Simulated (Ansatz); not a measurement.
# Strength of the O–In bond: C2H9InO → C2H6O + InH3

Species: C2H9InO `C[O+](C)[InH3-]`, singlet; C2H6O (dimethyl ether) `COC`, singlet; InH3 `[InH3]`, singlet. 

Shapes, held fixed at every level: PBE0-D4/def2-TZVP. Programs: Ansatz 0.2.0. The zero-point and thermal change to 298 K, harmonic and unscaled (PBE0-D4/def2-TZVP), is -7.1 kJ/mol.

```csv
level,kind,ΔH(298 K) (kJ/mol),less CCSD(T)/def2-TZVPP
SPW92/def2-TZVPP,LDA,+70.8,+10.6
PBE0-D4/def2-TZVPP,global hybrid,+53.3,-6.9
r2SCAN0-D4/def2-TZVPP,global hybrid,+58.3,-1.9
wB97M-V/def2-TZVPP,range-separated hybrid,+58.0,-2.2
B2PLYP/def2-TZVPP,double hybrid,+48.7,-11.5
MP2/def2-SVP,perturbation theory,+69.9,+9.7
MP2/def2-TZVPP,perturbation theory,+62.8,+2.6
CCSD(T)/def2-TZVPP,coupled cluster or CI,+60.2,0.0
```

The highest level, CCSD(T)/def2-TZVPP, gives ΔH(298 K) = +60.2 kJ/mol; the levels span +48.7 to +70.8. A fragment pairs its electrons up again, so this isn't a typical strength of such a bond. The column of differences is taken from that level and isn't an error. No measured value is set beside it here. For atoms past krypton def2 sets carry core potentials with scalar relativity. Correlated rows may include outer-core shells of In, which these sets cover unevenly.

Every level makes separation into dimethyl ether and indane endothermic, with the coupled-cluster value at +60.2 kJ/mol. This fits a dative bond of moderate strength: an oxygen lone pair donates into the empty valence p orbital of indium, and breaking the bond returns that pair to the ether. The formal charges in the adduct therefore overstate the actual charge transfer. Oxygen holds its lone pair tightly and indium's acceptor orbital is diffuse, which limits the covalent part of the interaction and leaves a substantial electrostatic contribution. Part of the gain is also spent on bending the planar hydride into a pyramid.

r2SCAN0-D4 and wB97M-V lie closest to the coupled-cluster result, while SPW92 gives the strongest binding and B2PLYP the weakest, the latter probably because it lacks a dispersion correction. The ordering thus doesn't follow the usual ranking of functional types. The enthalpy alone doesn't establish that the adduct persists at room temperature, since dissociation into two molecules is favoured by entropy.
